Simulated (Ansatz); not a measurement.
## Ta2O5: moving Ta off its site

Ta2O5, I4/mmm, a = 5.247 Å, c = 9.551 Å. The structure is a Materials Project entry; whether it is the stable form wasn't checked. Ansatz: r2SCAN, PAW, 500 eV, Γ-centred 8×8×8 mesh on 7 atoms, Gaussian smearing 0.05 eV; no spin polarisation.

```xyz
7
Lattice="-2.6236 2.6236 4.7757 2.6236 -2.6236 4.7757 2.6236 2.6236 -4.7757" Properties=species:S:1:pos:R:3 pbc="T T T"
Ta    0.0000    0.0000    1.8840
Ta    0.0000    0.0000    7.6674
O     0.0000    0.0000    0.0000
O    -1.3118    1.3118    2.3879
O     1.3118   -1.3118    2.3879
O     1.3118    1.3118   -2.3879
O     1.3118    1.3118    2.3879
```

Atom 1 (Ta) moves by x along the unit vector (0.000, 0.000, -1.000), with its periodic images; all else is held. y is the free energy of the cell over the start, F the force along the path summed over the moved atoms.

| x (Å) | y (meV) | F (eV/Å) |
| --- | --- | --- |
| -0.3000 | ? | ? |
| -0.2250 | 729.8 | 5.39 |
| -0.1500 | 362.4 | 4.30 |
| -0.0750 | 100.9 | 2.55 |
| 0.0000 | 0.0 | 0.00 |
| 0.0750 | 125.7 | -3.53 |
| 0.1500 | 558.9 | -8.25 |
| 0.2250 | 1400.5 | -14.47 |
| 0.2625 | 2012.8 | -18.27 |
| 0.3000 | 2777.3 | -22.60 |

Fit y = c2 x² + c3 x³ + c4 x⁴ to the energies of the other rows, give the force constant, and predict energy and force of the missing row.

Least squares on the rows shown. y = 19846 x² + 29448 x³ + 24039 x⁴. The force constant is 2 c2 = 39.7 eV/Å² (for all images moving together, not for a lone atom). The force −dy/dx at the missing row is 6.55 eV/Å (computed 5.91). At x = -0.3000 the fit asked for gives 1185.8 meV. The run gave 1156.5 meV, so the fit is 29.3 meV too high, 1.1 % of the span of the series, against an rms of 1.5 meV on the fitted rows. The row lies outside the fitted range. With a term in x⁵ added, a fit to the same known rows predicts 1154.2 meV, so most of the miss is curvature that the known rows already hold.

Spin–orbit coupling is left out, which can shift energies with elements as heavy as these.

The well is strongly lopsided: at 0.2250 Å the cost is 1400.5 meV towards positive x but only 729.8 meV towards negative x. The coordinates show why. Ta sits in a square pyramid of oxygen, displaced from the basal plane towards the apex. Positive x drives it straight into the short apical Ta–O bond, where Pauli repulsion between the closed shells rises steeply. Negative x stretches that bond and carries Ta towards the basal plane, nearly at right angles to the basal bonds, which therefore shorten only slightly. The restoring force still grows on that side, but by ever smaller steps, as expected for a bond being pulled out.

Symmetry doesn't fix the height of Ta on the axis, so the vanishing force at the start marks a real balance along this path. Covalent mixing of O 2p with the empty Ta 5d states probably helps to hold Ta off the basal plane. With the oxygens unable to follow, the curve gives neither a phonon frequency nor a switching barrier.
